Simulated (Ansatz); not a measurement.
Ligand exchange: Ge(CH3)3Br + SiH2(CH3)Br → Ge(CH3)4 + SiH2Br2

Gas-phase species: Ge(CH3)3Br (bromotrimethylgermane), singlet; SiH2(CH3)Br, singlet; Ge(CH3)4 (tetramethylgermane), singlet; SiH2Br2 (dibromosilane) `Br[SiH2]Br`, singlet. The partners trade Br for CH3: Ge–Br and Si–CH3 bonds give way to Ge–CH3 and Si–Br.

Shapes, held fixed at every level: PBE0-D4/def2-TZVP. Programs: Ansatz 0.2.0. Electronic energies: no zero-point or thermal term.

(1) Estimate ΔE of this reaction.

## Answers

(1) The highest level, CCSD(T)/def2-TZVPP, gives ΔE = +31.7 kJ/mol; the levels span +31.7 to +44.8. The column of differences is taken from that level and isn't an error. No measured value is set beside it here. Relativity is left out for Br, Ge. Outer-core shells of Br, Ge are correlated, in sets that cover them unevenly.

```
              level                    kind  ΔE (kJ/mol)  less CCSD(T)/def2-TZVPP
      HF/def2-TZVPP            Hartree–Fock        +44.8                    +13.1
   SPW92/def2-TZVPP                     LDA        +32.9                     +1.2
BHLYP-D4/def2-TZVPP           global hybrid        +39.5                     +7.8
 PBE0-D4/def2-TZVPP           global hybrid        +35.2                     +3.5
 wB97M-V/def2-TZVPP  range-separated hybrid        +35.4                     +3.7
   CCSD(T)/def2-SVP   coupled cluster or CI        +35.2                     +3.5
      CCSD/def2-SVP   coupled cluster or CI        +36.0                     +4.3
 CCSD(T)/def2-TZVPP   coupled cluster or CI        +31.7                      0.0
```

The exchange is uphill at every level, so electronically bromine prefers to stay on the trimethylated germanium rather than join a second bromine on silicon. This runs against the simple expectation that the more electropositive silicon should take the halogen, but what matters is the difference between the bromide and methyl bond strengths at each centre, not the strength of Si–Br alone. The substituents probably add to the cost: three electron-releasing methyl groups support the polar Ge–Br bond, whereas in SiH2Br2 two electron-withdrawing bromines compete for density at one silicon that has lost its only methyl group.

Hartree–Fock gives the largest value, +44.8 kJ/mol, probably because it misses correlation that favours the products. Within the smaller basis, triples lower the result only slightly, from +36.0 to +35.2 kJ/mol; enlarging the basis then matters more, bringing CCSD(T) to +31.7 kJ/mol. The sign is therefore firmer than the exact magnitude. A single exchange can't separate an intrinsic germanium–silicon preference from the effect of the unequal substitution.
